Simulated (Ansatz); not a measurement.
A series in volume scale on HfRu

Results calculated with Ansatz 0.2.0, not measured. Free energy against uniform scaling of the volume at fixed shape and fractions; periodic cell, basis, potentials, k mesh and filling as listed.

The cell before it is scaled or strained (space group Pm-3m, No. 221):
```
CELL_PARAMETERS angstrom
3.23300 0.00000 0.00000
0.00000 3.23300 0.00000
0.00000 0.00000 3.23300
ATOMIC_POSITIONS crystal
Hf 0.00000 0.00000 0.00000
Ru 0.50000 0.50000 0.50000
```

Settings of every row: functional PBEsol; dispersion none; potentials PAW; wave cutoff 557.83 eV; density cutoff 2231.3 eV; k mesh 7x7x7; k shift 0x0x0; occupations gaussian; smearing width 0.1 eV; spin none.

Limits: coarse k mesh, up to 40 meV an atom off; no spin-orbit coupling, which can matter with elements this heavy.

```csv
row,volume scale,V (Å³/atom),energy above lowest point (meV/atom),pressure (GPa)
1,0.94,15.882,19,9.5
2,0.96,16.22,4.4,4.4
3,0.98,16.558,0,-0.12
4,1,16.896,4.6,-4.18
5,1.02,17.234,17.4,-7.88
6,1.04,17.572,?,?
7,1.06,17.91,64.6,-14.28
```

Question: what energy above lowest point and pressure should row 6 give?

Worked fit of energy above lowest point. Take u = (V_r/V)^(2/3) − 1 with V_r = 16.727 Å³ an atom, which is twice the finite (Eulerian) strain; such expansions in the strain, on which the Birch-Murnaghan equation of state is built, carry the rest volume and the bulk modulus. The shown rows have u = 0.03516, 0.02073, 0.00679, -0.00668, -0.01971, -0.04453. Least squares give energy above lowest point = 1.2 − 345.5 × u + 24213 × u² meV/atom; a straight line predicts inner rows, each left out in turn, worse (root mean square 15 against 0.04 meV/atom). All shown rows lie on it to the printed digit. Its lowest point lies at u = 0.0071, or V = 16.55 Å³ an atom, and the curvature there gives the bulk modulus at fixed shape and fractions, B = (4/9)(1 + u)² E″(u)/V = 211 GPa. The withheld row has u = -0.03232, so the fit gives 1.2 − 345.5 × (-0.03232) + 24213 × (-0.03232)² = 37.7 meV/atom.

The calculation gave 37.6 meV/atom. The fit lies 0.1 meV/atom (0.15 % of the column's range) above it, one unit of the last digit.

Worked fit of pressure. Take u = (V_r/V)^(2/3) − 1 with V_r = 16.727 Å³ an atom, which is twice the finite (Eulerian) strain; such expansions in the strain, on which the Birch-Murnaghan equation of state is built, carry the rest volume and the bulk modulus. The shown rows have u = 0.03516, 0.02073, 0.00679, -0.00668, -0.01971, -0.04453. Least squares give pressure = −2.211 + 301.83 × u + 799.8 × u² + 2443 × u³ GPa; a parabola predicts inner rows, each left out in turn, worse (root mean square 0.05 against 0.024 GPa). The rows lie off it by 0.00, -0.01, 0.00, 0.01, -0.01, 0.00. The pressure vanishes at u = 0.0072, or V = 16.55 Å³ an atom, and there the bulk modulus at fixed shape and fractions is B = −V dP/dV = (2/3)(1 + u) dP/du = 211 GPa. The withheld row has u = -0.03232, so the fit gives −2.211 + 301.83 × (-0.03232) + 799.8 × (-0.03232)² + 2443 × (-0.03232)³ = -11.21 GPa.

The calculation gave -11.24 GPa. The fit lies 0.03 GPa (0.13 % of the column's range) above it; its largest miss of a shown row is 0.01 GPa.
